## The decision: free the cell or hold it cubic

Before a rock-salt BiTe cell is relaxed, somebody has to decide whether the program may change its shape or only its volume. The stresses in this table seem to call for a change of shape. Near zero pressure the crystal appears to push outwards along z and to pull inwards along x and y. Following that advice would turn a cubic crystal into a tetragonal one because of what is most likely a numerical fault.

Ansatz 0.2.0, scalar-relativistic r2SCAN with PAW and no spin polarisation, for rock-salt BiTe in a four-atom cell; plane-wave cutoff 500 eV, 10x10x8 k mesh, Gaussian smearing of 0.1 eV. Energies are taken at zero smearing, relative to the elements' standard crystals in the same functional; pressure and stresses are positive in compression.

```
volume (Å³/atom)  shortest distance (Å)  energy over elements (eV/atom)  pressure (GPa)  stress xx (GPa)  stress yy (GPa)  stress zz (GPa)
          29.440                  3.088                           0.061           9.710            9.690            9.690            9.760
          30.849                  3.136                          -0.007           5.790            5.690            5.690            5.980
          32.303                  3.185                          -0.044           2.610            2.470            2.470            2.890
          33.801                  3.233                          -0.056           0.040           -0.120           -0.120            0.360
          35.345                  3.282                          -0.046          -2.020           -2.180           -2.180           -1.710
          36.935                  3.330                          -0.017          -3.670           -3.810           -3.810           -3.390
          38.572                  3.379                           0.027          -4.950           -5.070           -5.070           -4.710
```

The volume is counted per atom, and the shortest distance is that between Bi and Te. Stress xx, yy and zz are the stresses along three perpendicular axes, positive when the crystal pushes outwards; the pressure is their average. The directions x and y are used below for the cube edges: the horizontal axes of the calculation may be turned by 45° against them, which leaves xx and yy unchanged here, because the two are equal and the shear stress between them is zero.

## What symmetry demands

In a cubic crystal, x, y and z are interchangeable. Uniform compression or expansion keeps them so, and the three stresses must then be equal at every volume, however large the pressure. This holds for any density functional, good or bad, as long as the electrons share the cubic symmetry of the atoms.

The row at 33.801 Å³/atom breaks the rule most plainly. Its pressure is almost zero, yet stress xx is −0.12 GPa and stress zz is +0.36 GPa. The difference of 0.48 GPa is twelve times the pressure itself.

Could this be the crystal's wish to distort? An unstable cubic crystal is like a ball on top of a hill: the ground is level there, and the instability lies in the curvature. A stress is a slope of the energy, and symmetry makes the slope towards a tetragonal shape vanish at the cubic shape, whether that shape is stable or not. An unequal stress at exactly cubic positions therefore points first to the calculation.

## How the fault shows in the numbers

The excess of zz over xx has the same sign in every row, while the pressure runs from 9.71 GPa in the most compressed cell to −4.95 GPa in the most expanded one. From the second row onwards the excess stays between 0.29 and 0.48 GPa. It behaves like a slowly varying offset between the axes, not like a response that changes sign with the strain.

Percentages hide it. In the most compressed cell, at 29.440 Å³/atom, the excess is below 1 % of the pressure and looks harmless. Near zero pressure the same kind of error decides the sign of a stress component. The absolute difference in GPa is therefore the quantity to inspect, and the row closest to equilibrium is the place to look.

## Where the cubic symmetry is lost

The crystal is cubic, but the cell that describes it is not. It holds four atoms, and its two short edges run along face diagonals of the cube, while its long edge runs along z. The program found 32 symmetry operations in this cell, where the cubic crystal has 96. The lost two thirds are those that exchange z with x or y; the exchange of x with y survives, which is why xx and yy agree in every row.

The mesh of wave vectors, on which the electronic states are sampled, follows the axes of this cell. Let $a$ be the cube edge, twice the Bi–Te distance. Along the cube edge x, mesh points recur only where equal steps along both short axes combine, whereas along z each step counts:

$$
\Delta k_x=\frac{2}{10}\,\frac{2\pi}{a},\qquad
\Delta k_z=\frac{1}{8}\,\frac{2\pi}{a},\qquad
\frac{\Delta k_x}{\Delta k_z}=1.6 .
$$

Two directions that are equivalent in the crystal are thus sampled at different intervals. The factor compares single lines of points, not the overall fineness of the mesh: in the xy plane, neighbouring lines along x are shifted by half a step against each other.

A cleverer choice of divisions does not cure this. A 10x10x5 mesh would make the two steps equal, but the xy plane would still have mesh points at the centres of its squares, and the xz plane would not. No regular mesh along the axes of this cell has the full cubic symmetry.

## Why a metal feels it

Two limiting cases show when the uneven mesh matters. If every band were completely full or empty, the sampled quantities would vary smoothly with the wave vector, and even a modest mesh would average them well. If the mesh were infinitely fine, its shape would not matter either. The trouble lies between these limits, in a metal on a finite mesh.

BiTe is such a metal at every volume here. The calculation treats 31 electrons per BiTe unit, an odd number, and without spin each band holds electrons in pairs, so at least one band must remain partly filled. At the Fermi surface, the boundary between filled and empty states, the occupation drops within a narrow range of energy. A mesh point just inside this boundary counts, while one just outside hardly does.

Each occupied state also has its own directional stress. A state that bonds mainly along z contributes differently to zz than to xx, and in a cubic crystal its partners along x and y restore the balance. On this mesh the partners are sampled at other places, and the balance is imperfect. This argument makes the mesh the likely main cause; spin-orbit coupling, left out here, would reshape the Fermi surface and could change the size of the error.

## A check that passes and still misses the fault

A common test compares the printed pressure with the change of energy with volume. Take the step from 33.801 to 35.345 Å³/atom. The free energy of the four-atom cell rises from −38811.9876 to −38811.9477 eV, by 0.0399 eV. With 1 eV/Å³ equal to 160.2 GPa, the mean pressure over the step is

$$
p\approx-\frac{0.0399/4}{35.345-33.801}\times160.2\ \text{GPa}
=-1.035\ \text{GPa}.
$$

The average of the two printed pressures is −0.99 GPa. The gap of about 0.05 GPa is a tenth of the excess along z, and most of it is expected, because the pressure curve bends between its end points. The other five steps agree to within 0.08 GPa, as the printed analysis after this text shows; no constant was adjusted in any of them.

This agreement is good evidence that the printed pressure follows the slope of the computed energy, a match that too small a set of plane waves can spoil. It says nothing about the difference between zz and xx, because a uniform change of volume tests only the average of the three stresses. Nor can it clear the mesh. The mesh points are fixed fractions of the reciprocal cell and move with it under strain, so energy and stress are computed from the same imperfect sample. The stress can be the correct slope of a slightly wrong energy.

If the mesh is the cause, a free relaxation would be especially misleading. Starting from the cubic cell at 33.801 Å³/atom, the program would lengthen z, and the computed energy should indeed fall at first. Stress and energy would support each other, and both would carry the same error.

## What the error costs, and how to remove it

One part of the cost can be read from the volume at which the stress vanishes under uniform strain. Straight lines between neighbouring rows put it at 33.73 Å³/atom for stress xx and at 34.07 Å³/atom for stress zz. The two differ by 1 % in volume, or about 0.3 % in length. That is tolerable for a rough lattice constant, but not for comparing lattice constants that differ by only a few tenths of a per cent. How far a free relaxation would distort the cell is another matter: it depends on the stiffness against a change of shape, which this table does not give.

The pressure, as the average over the axes, gives 33.83 Å³/atom, between the two. It is the sensible choice for the equation of state, though averaging does not remove an error common to the three directions. For these data the shape should be held cubic.

The cure is to restore the symmetry before refining the numbers. In the primitive cell of rock salt, a mesh with equal divisions along the three axes, centred on zero wave vector, treats x, y and z alike at any density. A finer mesh in the present cell should shrink the excess without removing its origin. It would also test the explanation: if the excess stayed, the next suspects would be the grid in real space, which follows the same tetragonal cell, and an electron density that has itself settled into a less than cubic form.

## A small difference is no certificate

The most compressed cell carries a warning. Its excess is only 0.07 GPa, the end of a steady fall with compression that begins at 33.801 Å³/atom, although its mesh has the same uneven shape as the others. Why the excess is so small there is not established, and the small value does not show that the sampling is better.

The equality of xx and yy teaches the same lesson. It is exact in the table because the surviving symmetry enforces it, even where both values are wrong by the same amount. Unequal stresses in a crystal whose atoms and electrons are both cubic reveal an error; equal ones show only that the error, if there is one, respects the symmetry. Whether the mesh is fine enough must still be tested by refining it.

Numerical output:

```
Broken cubic equality:
     row  zz less xx (GPa)  xx less yy (GPa)  excess in % of pressure size
   29.44              0.07                 0                        0.7209
  30.849              0.29                 0                         5.009
  32.303              0.42                 0                         16.09
  33.801              0.48                 0                          1200
  35.345              0.47                 0                         23.27
  36.935              0.42                 0                         11.44
  38.572              0.36                 0                         7.273
smallest excess of zz over xx (GPa): 0.07
largest excess of zz over xx (GPa): 0.48
excess of zz over xx at the row nearest zero pressure (GPa): 33.801 0.48
volume where the mean pressure is zero (A^3/atom): 33.83
volume where stress xx is zero (A^3/atom): 33.73
volume where stress zz is zero (A^3/atom): 34.07
difference of the last two volumes (%): 1.002
the same difference as a length (%): 0.3328
mesh step along cube edge x at the row nearest zero pressure (1/A): 33.801 0.1943
mesh step along cube edge z at the row nearest zero pressure (1/A): 33.801 0.1215
ratio of mesh steps, x to z: 1.6
operations of the cubic crystal in this cell: 96
part of them found by the run: 0.3333
treated electrons per BiTe unit: 31
Pressure between this row and the one before:
     row  from free energies (GPa)  average of printed pressures (GPa)  difference (GPa)
  30.849                     7.673                                7.75            0.0774
  32.303                     4.132                                 4.2           0.06784
  33.801                     1.275                               1.325           0.04957
  35.345                    -1.035                               -0.99           0.04508
  36.935                    -2.882                              -2.845            0.0369
  38.572                    -4.341                               -4.31           0.03066
largest difference between the two pressures (GPa): 0.0774
```
